The molecule 1,1,2-trifluoroethane, C₂H₃F₃, is held at one fixed shape and taken apart into two carbon, three fluorine and three hydrogen atoms. The energy difference in the table is the energy of these free atoms less that of the molecule, so a larger value means stronger calculated binding. Temperature and zero-point motion are left out. Since the molecule is the same in every row, the spread comes from how each method treats its electrons and those of the atoms.

Atomisation energy of neutral singlet 1,1,2-trifluoroethane at its fixed PBE0-D4/def2-TZVP geometry, as free atoms less molecule, without zero-point energy. Hartree–Fock and the functionals (no dispersion correction) were run in NWChem, the GFN methods in xtb. The determinants listed are the molecule's; free atoms are unrestricted in NWChem and spin-restricted in xtb.

```csv
level (program),reference determinants,relativity,module,energy difference (eV)
HF def2-SVP (NWChem),RHF,none,scf,23.15
GFN0-xTB (xtb),n/a,n/a,n/a,29.23
BHLYP def2-SVP (NWChem),RKS,none,dft,30.93
B3LYP def2-SVP (NWChem),RKS,none,dft,32.35
M06-L def2-SVP (NWChem),RKS,none,dft,32.36
M06-2X def2-SVP (NWChem),RKS,none,dft,32.52
PBE0 def2-SVP (NWChem),RKS,none,dft,32.65
CAM-B3LYP def2-SVP (NWChem),RKS,none,dft,32.82
GFN2-xTB (xtb),n/a,n/a,n/a,37.45
```

**(a) Hartree–Fock binds the molecule by 23.15 eV, BHLYP by 30.93 eV. What does Hartree–Fock leave out, and can the size of the gap be estimated by counting bonds?**

*Solution.* Hartree–Fock lets each electron move in the average field of the others. Real electrons do better: they avoid one another from moment to moment, which lowers the energy. This lowering is the correlation energy, and Hartree–Fock lacks it in the atoms as well as in the molecule. Only the difference between the two shortfalls reaches the atomisation energy.

The simplest limit is a single hydrogen atom. It has one electron, which has nothing to avoid, so its correlation energy is zero. The calculations respect this closely: going from Hartree–Fock to any of the functionals changes the energy of the hydrogen atom by less than 0.1 eV. When two such atoms form H₂, they create one electron pair, and the whole correlation energy of that pair is a product of bonding. It amounts to about 1.1 eV, a rough recalled value.

Trifluoroethane has seven bonds: one C–C, three C–F and three C–H. As a first guess, let each bond count as one new pair that correlates as in H₂, and let the effects add. Hartree–Fock should then underbind by

number of bonds × correlation energy per pair ≈ 7 × 1.1 eV ≈ 7.7 eV.

The gap to BHLYP is 7.8 eV, and the gap to CAM-B3LYP, the highest functional, is 9.7 eV. The count therefore gives the right size, but partly by luck, because not every bond is a new pair. Each free carbon atom already holds a pair in its 2s orbital. The free atoms together have ten unpaired electrons, enough for only five new pairs, and five pairs would give about 5.5 eV. The rest of the gap is expected to come mainly from electrons of different pairs, which bonding brings closer together and which must also avoid one another. At fluorine, for example, the bonding electrons meet three lone pairs. H₂ has only one pair, so it cannot show this part.

The total energies show how much cancels before this gap appears. From Hartree–Fock to BHLYP the molecule drops by 43.33 eV and the separate atoms together drop by 35.56 eV. The atoms thus take up about four fifths of the change, and the remainder, 43.33 − 35.56 = 7.77 eV, is the extra binding. These drops also contain a change in the treatment of exchange, so they are not pure correlation energies. The argument from electron pairs is what links the remainder to correlation.

For a neighbouring molecule with a similar mix of C–C, C–H and C–F single bonds, counting bonds can still serve as a rule of thumb. The mix matters, because a C–F bond, with lone pairs close by, is expected to cost Hartree–Fock more than a C–H bond. On average a bond should cost it a little over one electronvolt of binding, or somewhat more than 100 kJ/mol. Such an error is far too large for a heat of formation worked out from free atoms.

**(b) BHLYP gives the weakest binding of the six functionals. Does its large share of exact exchange explain this, and does that share put all the functionals in order?**

*Solution.* Exact exchange is the exchange energy as Hartree–Fock computes it. B3LYP uses a share of 20 % and BHLYP one of 50 %; the remainder comes from an approximate expression that looks only at the electron density and its slope near each point. What this replacement does to a bond is easiest to see when the bond is pulled far apart.

In a stretched H₂ molecule one electron belongs on each atom. The closed-shell Hartree–Fock description instead puts both electrons on the same atom half of the time, which costs much energy. Correlation removes this fault by keeping one electron on the left when the other is on the right. The approximate exchange expression imitates part of that effect, because it treats the region from which an electron excludes others as if it stayed close to that electron.

At normal bond lengths the effect is weaker but usually has the same direction. Approximate exchange then adds binding that resembles left–right correlation, and a larger share of exact exchange takes some of it away. Unless the correlation part of the functional is strengthened to make up for this, the molecule becomes less strongly bound. BHLYP is such a case, and it lies 1.42 eV below B3LYP.

A straight line through these two rows turns the argument into a rule: binding falls by about 0.47 eV for every ten percentage points of exact exchange. The two rows define the line, so they do not test it. They also differ somewhat in how they weight the other terms, and the slope contains that difference too.

The other functionals provide the test. M06-L has no exact exchange at all, so by the rule it should bind the molecule almost 1 eV more strongly than B3LYP. In fact the two are tied. At the other end M06-2X, with 54 %, should give 32.35 − 3.4 × 0.473 ≈ 30.7 eV, but the table has 32.52 eV. PBE0 has a slightly larger share than B3LYP and should bind slightly less, yet it lies 0.30 eV higher; its exchange and correlation expressions are not those of B3LYP. In CAM-B3LYP the share varies with the distance between the electrons, so it has no single place on the line.

The share of exact exchange can therefore explain the direction of the step from B3LYP to BHLYP, though no row changes that share alone. It does not order the functionals as a whole. For M06-L and M06-2X the likely reason is that their remaining terms were adjusted to suit their own shares, with energies of molecules among the data. In M06-2X they can restore the binding that exact exchange removes. More exact exchange tends to weaken binding when the rest of the functional stays much the same, but a high percentage alone does not mean that a functional binds weakly.

The five functionals other than BHLYP lie within 0.47 eV of one another. The orbital basis used here is small for atomisation energies, and a larger one could rearrange them. Their order within this group is best left without an explanation.

**(c) The two tight-binding methods omit the energy that an atom gains when one spin outnumbers the other. Which way does this shift the atomisation energy, and does it explain both rows?**

*Solution.* Consider again a single hydrogen atom. Its one electron has a definite spin, but the energy in these tight-binding methods depends only on how many electrons each orbital holds, not on their spins. A term that rewards an imbalance between the two spins would lower the atom. Without it, the atom lies too high compared with a molecule whose electrons are all paired.

The same happens in the other atoms. Free carbon has two unpaired electrons, and fluorine and hydrogen have one each, which makes ten unpaired electrons in all. In the molecule every electron is paired, so there is no such energy to lose. With the atoms too high and the molecule unaffected, the omission makes the atomisation energy larger than the same method would give with the spin term. The Hartree–Fock and density-functional rows avoid this because their free atoms were calculated with unpaired spins.

This agrees with the position of GFN2-xTB, which lies 4.6 eV above the highest functional. Adding the spin term would bring it down, though the table does not show by how much. GFN0-xTB has the same omission, yet it already lies 1.7 eV below the lowest functional. The same correction would push it further away.

Suppose that the correction is the same in both methods. Whatever its size, it then moves both results by the same amount and leaves the 8.2 eV between them untouched. The spin term can thus help to explain why GFN2-xTB lies so high, but not the split between the two methods.

Nor does the split come from dispersion, the weak attraction between electrons that are far apart. The dispersion energies that the two methods give for the molecule differ by less than 0.1 eV, and those of the free atoms are zero. The split probably comes from the other energy terms and their parameters, though the table does not show which. Both methods were designed mainly for molecular structures and for the forces between molecules, which depend little on the energy of an isolated atom. An atomisation energy puts that weakly controlled quantity at the centre. This is also why GFN0-xTB should not be read as a step between Hartree–Fock and density functional theory, although its number falls between theirs.

The program output below gives the comparison with Hartree–Fock, the bond count and the test of the line drawn through B3LYP and BHLYP.

Numerical output:

```
Atomisation energy compared with two rows:
                          row  'above HF / eV'  'above B3LYP / eV'
         HF def2-SVP (NWChem)                0                -9.2
               GFN0-xTB (xtb)             6.08               -3.12
      BHLYP def2-SVP (NWChem)             7.78               -1.42
      B3LYP def2-SVP (NWChem)              9.2                   0
      M06-L def2-SVP (NWChem)             9.21                0.01
     M06-2X def2-SVP (NWChem)             9.37                0.17
       PBE0 def2-SVP (NWChem)              9.5                 0.3
  CAM-B3LYP def2-SVP (NWChem)             9.67                0.47
               GFN2-xTB (xtb)             14.3                 5.1
BHLYP total below HF total, molecule / eV: 43.33
BHLYP total below HF total, separate atoms together / eV: 35.56
Share of the molecular lowering that the atoms cancel, BHLYP / percent: 82.06
Smallest lowering of the molecule from HF to a functional / eV: 37.49
Largest lowering of the molecule from HF to a functional / eV: 47.65
Largest change of one H atom from HF to a functional, either sign / eV: 0.06504
Estimate from seven H2-like pairs / eV: 7.7
Smallest gap from HF to a functional, per bond / eV: 1.111
Largest gap from HF to a functional, per bond / eV: 1.381
Change per 10 points of exact exchange, B3LYP to BHLYP / eV: -0.4733
Line through B3LYP and BHLYP less table value, PBE0 / eV: -0.5367
Line through B3LYP and BHLYP less table value, M06-L / eV: 0.9367
Line through B3LYP and BHLYP less table value, M06-2X / eV: -1.779
Span of the five functionals other than BHLYP / eV: 0.47
GFN0-xTB below the lowest functional / eV: 1.7
GFN2-xTB above the highest functional / eV: 4.63
GFN2-xTB less GFN0-xTB / eV: 8.22
```
